**Intraband third-harmonic generation in graphene: one-subband model and Fermi disc**

**Conventions.** Conduction band ε = ħv|k|, spin and valley degeneracy g = 4, n = k_F²/π, E_F = ħv k_F, charge −e, T = 0, no collisions. The field in the sheet is E = E0 cos ωt along x. From ħ dk_x/dt = −eE every occupied state shifts by −P k_F, with P = P0 sin ωt and P0 = eE0/(ħω k_F). Harmonics are defined by j = env Σ b_m sin mωt.

**General statement** (Mikhailov 2007). The sheet current is j = env G(P), with

G(P) = P(1 − P²/8 − P⁴/64 − …) for |P| < 1.

To cubic order b1 = P0(1 − 3P0²/32) and b3 = P0³/32, so the third-harmonic amplitude is σ3E0³ with σ3 = e⁴v²/(32πħ²E_F ω³). The series holds only for P0 < 1. Beyond that G saturates as 1 − 1/(8P²) for positive P.

**Smallest model.** Keep one transverse mode k_y = k_F/2, a gapped one-dimensional Dirac band ε = ħv√(k_x² + k_F²/4), filled to E_F with line density N. Its current is I = eNv G1(P), with

G1 = [√(1 + √3P + P²) − √(1 − √3P + P²)]/√3 = P(1 − P²/8 − 9P⁴/128 − …).

This holds for every P. It shares with the disc the linear term, the cubic term and the approach 1 − 1/(8P²) to saturation. It departs at fifth order, and at P = 1 it gives √(2/3) = 0.816 against 8/(3π) = 0.849.

**Proof for one mode.** Let k_y = k_F s, s = sin φ, u = cos φ. The filled interval runs from −k_F(u + P) to k_F(u − P), and N = g k_F u/π. The velocity is (1/ħ)∂ε/∂k_x, so the integral of −e g dk_x/2π times the velocity reduces to the energies of the two Fermi points:

I = (eg/h) E_F [√(1 + 2uP + P²) − √(1 − 2uP + P²)].

Since eNv = (eg/h) E_F · 2u, this is I = eNv G_s, with G_s the bracket divided by 2u. Expanding the roots,

G_s = P − s²P³/2 − s²(4 − 7s²)P⁵/8 − …

The branch points lie at |P| = 1, the radius of convergence. For P > 0 the bracket obeys G_s(P) = P G_s(1/P), which turns the small-P series into the large-P one. Setting s = 1/2, u = √3/2 gives G1.

**Proof for the disc.** The disc is a stack of such modes with populations proportional to u dk_y, hence with the normalised weight (2/π)cos²φ dφ on (−π/2, π/2). The moments are ⟨s²⟩ = 1/4 and ⟨s⁴⟩ = 1/8. The cubic coefficient is −⟨s²⟩/2 = −1/8 and the fifth-order one −(4⟨s²⟩ − 7⟨s⁴⟩)/8 = −1/64. The cubic term depends on ⟨s²⟩ alone, so the single mode with s² = 1/4 reproduces it exactly; its s⁴ = 1/16 misses ⟨s⁴⟩. For the closed form take polar coordinates about the Dirac point, with θ counted from the direction of the shift. For 0 < P < 1 the edge is r = k_F[P cos θ + √(1 − P² sin²θ)], and integrating cos θ · r²/2 leaves

G = (P/π)∫₀^2π cos²θ √(1 − P² sin²θ) dθ = P ₂F₁(−1/2, 1/2; 2; P²).

The inversion rule gives G = ₂F₁(−1/2, 1/2; 2; 1/P²) for P > 1, and G is odd. Finally sin³x = (3 sin x − sin 3x)/4 turns −P³/8 into −(3P0³/32) sin ωt + (P0³/32) sin 3ωt. Inserting n, P0 and k_F = E_F/ħv into envP0³/32 yields σ3.

**Numbers.** Take n = 10¹⁶ m⁻² (10¹² cm⁻²), ω/2π = 1 THz and a typical v = 1.0×10⁶ m/s. Then k_F = 1.772×10⁸ m⁻¹, E_F = 117 meV, ħω = 4.14 meV, env = 1.60×10³ A/m and σ3 = 1.27×10⁻¹⁶ A m²/V³. The mode and disc entries are Fourier integrals of G1 and G.

E0 = 10⁵ V/m (1 kV/cm), P0 = 0.1364:
b1 = 0.1362 in all three; b3 = 7.93×10⁻⁵ (cubic), 8.04×10⁻⁵ (mode), 7.96×10⁻⁵ (disc)

E0 = 10⁶ V/m (10 kV/cm), P0 = 1.364:
b1 = 1.13 (cubic), 1.02 (mode), 1.04 (disc); b3 = 0.079 (cubic), 0.116 (mode), 0.119 (disc)

At 10 kV/cm the series is outside its radius of convergence. The cubic formula falls about a third below the disc in b3, while the mode lies within 3 % of it. The model's third-harmonic current is then 1.9×10² A/m. A free-standing sheet carrying it radiates μ0c j/2 = 3.6×10⁴ V/m, or 0.036 E0.

**Neglected terms.** Interband tunnelling has the Landau–Zener probability exp(−πħv k_y²/eE). For the mode the exponent at E0 = 10⁶ V/m is 16, so it is purely intraband. In the disc, once P > 1, the Dirac point leaves the Pauli-blocked region. The probability integrates over k_y to √(eE/ħv). Multiplying by g/4π² and by the swept length (P0 − 1)k_F, with E at its value E0√(1 − 1/P0²) for P = 1, gives a rough upper estimate of 0.021 n pairs per sweep. Their current, up to 0.042 env, is not small beside b3.

Relaxation to the unshifted disc in a time τ averages G(P(t) − P(t − t′)) with weight exp(−t′/τ) dt′/τ. This multiplies the cubic b3 by the product of [1 + 1/(mωτ)²]^(−1/2) over m = 1, 2, 3. A typical τ = 100 fs gives ωτ = 0.63 and a factor 0.37. At 300 K, k_BT/E_F = 0.22, and carrier heating adds a nonlinearity absent here. Field conversion in supported monolayers at room temperature is typically of order 10⁻³ to 10⁻², so the model's 0.036 lies high by a factor of several to a few tens.